**Question: Are the electrons "outside these shells" in TiCo conduction electrons that spill out of the atoms?**

I am looking at ordered TiCo calculated at ten volumes. Each Ti atom sits at the centre of a cube of Co atoms, and the other way round, and only the size of the cube changes. One column gives the electrons that the atomic shells of the analysis don't account for:

TiCo (space group Pm-3m, 2 atoms per cell) at fixed volumes, calculated with Ansatz 0.2.0: scalar-relativistic PBEsol, PAW, collinear spin, plane-wave cutoff 420 eV, 14×14×14 k mesh, Gaussian smearing of 0.1 eV. Electrons outside these shells are the cell's 29 electrons less the Löwdin populations of 3s, 3p, 3d and 4s on both atoms.

```csv
volume (Å³/atom),shortest distance (Å),electrons outside these shells (e)
11.164,2.439,0.300
11.545,2.466,0.310
11.703,2.477,0.310
11.925,2.493,0.320
12.306,2.519,0.330
12.687,2.545,0.340
13.067,2.570,0.350
13.306,2.586,0.360
13.448,2.595,0.360
13.955,2.627,0.370
```

It goes up as the metal is expanded. My reading is that the loosely bound outer electrons leave the atoms and fill the new room between them, like a gas of constant density. The number even looks proportional to the volume. Is that right, or does it have to do with magnetism, since the calculation gives a magnetic moment that also grows with volume? And why does the column stand still twice on the way?

**Answer**

The proportionality is real, but the gas isn't a good explanation of it. The column measures how much of the electron cloud a fixed set of atomic orbitals fails to describe, and that is a different thing from electrons being somewhere else.

**What is being counted**

The cell holds one Ti and one Co atom, with 29 electrons treated explicitly. A Löwdin analysis projects their wave functions onto atomic orbitals that have been made orthogonal to one another. The column is what remains:

$$R = 29 - N_{3s} - N_{3p} - N_{3d} - N_{4s},$$

where each $N$ is the count for that shell, summed over both atoms. Neither atom has a 4p shell in this list, so anything of 4p shape that the listed orbitals can't imitate lands in $R$.

The two standstills are only rounding. Summing the shell counts of the same runs gives $R$ more finely, and it then rises at every step, from 0.299 to 0.372 electrons per cell.

**The gas, put to the test**

Suppose $R$ really were a gas between the atoms. Treat the atoms as equal hard spheres that just touch in the smallest cell, where the shortest distance is $d = 2.439$ Å. Each sphere then takes up

$$\frac{\pi}{6}d^3 = 7.60\ \text{Å}^3 .$$

The gap per atom is the volume less this amount. It is 3.57 Å³ in the smallest cell and 6.36 Å³ in the largest, a growth by a factor of about 1.8. At constant density the gas would grow by the same factor, from 0.30 to about 0.53 electrons. The calculation gives 0.37, so the predicted rise is about three times too large. The smallest cell set the density of the gas; the largest wasn't used for that, and there the model fails.

Smaller spheres reduce the error, but as long as they have any size the gap grows faster than the volume. The remainder doesn't: it grows by a factor of 1.245 while the volume grows by 1.250. The gas matches the table only if the atoms take up no room at all, and then it is no longer a gas between atoms.

The shell counts point the same way. The obvious source of such a gas is the outer 4s shell, so its count should fall on expansion. It rises at every step, by 0.12 electrons in total, and it is the 3d count that falls, by 0.26.

**Why the good fit misleads**

A straight line through the origin, $R$ proportional to volume, was fitted to all ten rows with a single constant. Its typical miss is 0.001 electrons, against a total rise of 0.073. This is an excellent description of the range, and it is easy to take it for a law of nature.

Its limit shows what is wrong. Pull the atoms far apart and each is again described almost completely by its own atomic orbitals, so $R$ must drop to nearly zero. The straight line would send it to infinity. Somewhere beyond the largest cell the curve has to turn over, and the table doesn't reach that point.

**Does magnetism drive it?**

This explanation is harder to dismiss, because the moment and the volume grow together. The moment of the cell, mostly on Co, rises from 0.24 to 0.90 µB, and a straight line in the moment also follows $R$ fairly well. It needs two constants, though, and its typical miss is about twice that of the volume line.

The individual steps tell more. In the first step the moment grows by 0.13 µB and in the last by only 0.05 µB, yet $R$ gains about 0.01 electrons in both. If the moment were the sole cause and $R$ followed it in proportion, the last gain should have been less than half of the first.

Some magnetic share may remain. $R$ rises in both spin channels, but by 0.053 electrons in spin down and only 0.020 in spin up. Runs with the moment held at zero would settle how much of the rise is magnetic, and there are none here. They would be worth having, because real ordered TiCo is paramagnetic and a semilocal functional such as this one can exaggerate a weak moment in a metal.

**What is left: the shapes on offer**

The explanation that fits the signs of the changes in 3d, 4s and $R$ starts from how a transition metal responds to expansion. Its s and p electrons spread over many atoms, and squeezing them raises their kinetic energy steeply. The d electrons are more compact, and their average energy rises less. Compression therefore moves electrons from s and p states into d states, and expansion moves them back.

That is the pattern in the counts: less 3d, more 4s, and more in the remainder. The s part of the returning electrons has a shell to be counted in. The p part has none, so it is natural that some of it appears as "outside". This last step is an argument from theory, since the table has no 4p count to confirm it.

A second effect belongs to the analysis itself. Tails of orbitals on neighbouring atoms help to imitate p-like shapes around a given atom, and they help less as the neighbours move away. This would raise $R$ even if no electron changed its state.

Overlap also disturbs the single counts, as the 3s and 3p shells show. They lie deep and stay full, yet their counts rise by 0.06 electrons on expansion. No electrons have moved into them; the orthogonalised orbitals have merely become more like those of separate atoms. Such reshuffling only shifts electrons from one listed shell to another. It can't change $R$, which depends on what all the orbitals can describe together.

The numbers can't divide the rise of $R$ between the return of p electrons and the weaker help from neighbours' tails. Part of the fall in 3d and of the rise in 4s may also be mere reshuffling.

**A simpler case to keep in mind**

Take a hydrogen molecule and describe it with one fixed 1s orbital on each atom. Near the bond length the true cloud is contracted and pushed towards the bond, and two rigid spheres can't reproduce that completely. A small remainder appears although no electron has left the molecule. The comparison explains what a remainder is and why it vanishes for separate atoms. It doesn't give the direction of the trend in TiCo, because hydrogen has no d shell to exchange electrons with.

The more useful neighbour is the same TiCo series with a 4p shell added to the projection. If the explanation above is right, much of the remainder should move into the 4p count, and the rise with volume should become weaker. If the remainder kept its size and slope, the missing p shell would not be the main reason.

**What to use the column for**

Don't use it as a number of conduction electrons, in an estimate of conductivity for example, and don't read charge transfer from it. At 12.69 Å³ per atom, where the calculated pressure is close to zero, the Löwdin counts make Ti and Co both positive by about 0.17 electrons. A neutral crystal can't be like that; the missing negative charge is simply $R$. A Bader analysis, which divides all of space between the atoms and so leaves no remainder, gives about 1.2 electrons passed from Ti to Co in the same run. The stability of that run's electronic state wasn't checked, but its counts lie smoothly between those of its neighbours.

What the column does give you is a warning about the shell counts of the same analysis. About 0.3 of 29 electrons is a small part of the whole, but it is larger than the change of any shell count, summed over both spins, across this series. Small changes in those counts therefore deserve caution. The printed output below lists the finer remainder, the gas estimate and both fits.

Output of the analysis:

```
Finer remainder and its rivals:
     row  remainder_e  gap_gas_model_e  all_3d_e  all_4s_e  cell_moment_muB
  11.164       0.2992           0.2992     11.09     1.762           0.2375
  11.545       0.3096           0.3312     11.05     1.782           0.3661
  11.703       0.3138           0.3444     11.03      1.79           0.4038
  11.925       0.3198            0.363     11.01     1.801           0.4534
  12.306       0.3304            0.395     10.97     1.817           0.5387
  12.687       0.3413           0.4269     10.94     1.833           0.6453
  13.067       0.3522           0.4588      10.9      1.85           0.7657
  13.306       0.3583           0.4789     10.88     1.861           0.8235
  13.448       0.3615           0.4908     10.87     1.867           0.8489
  13.955       0.3724           0.5333     10.83     1.886           0.8998
Change of remainder, smallest to largest cell (e): 0.0732
Change of all 3d counts (e): -0.2569
Change of all 4s counts (e): 0.1243
Change of the full 3s and 3p shells' counts (e): 0.0594
Rise of spin-up remainder (e): 0.01983
Rise of spin-down remainder (e): 0.05337
Growth factor of remainder: 1.245
Growth factor of volume: 1.25
Growth factor of gap between fixed spheres: 1.782
Loewdin charge of Ti at 12.687 (e): 0.1688
Loewdin charge of Co at 12.687 (e): 0.1725
Gain of remainder per muB, largest step value over smallest: 2.647
Gain of remainder per volume, largest step value over smallest: 1.334
fit of rem on 10 rows: coefficient of vol 0.02685 +/- 2.6e-05; rms 0.000975, worst 13.955 0.00223, leave-one-out rms 0.0011
fit of rem on 10 rows: constant 0.2715 +/- 0.0019, coefficient of mom 0.1076 +/- 0.0029; rms 0.00183, worst 13.955 -0.00411, leave-one-out rms 0.00251
```
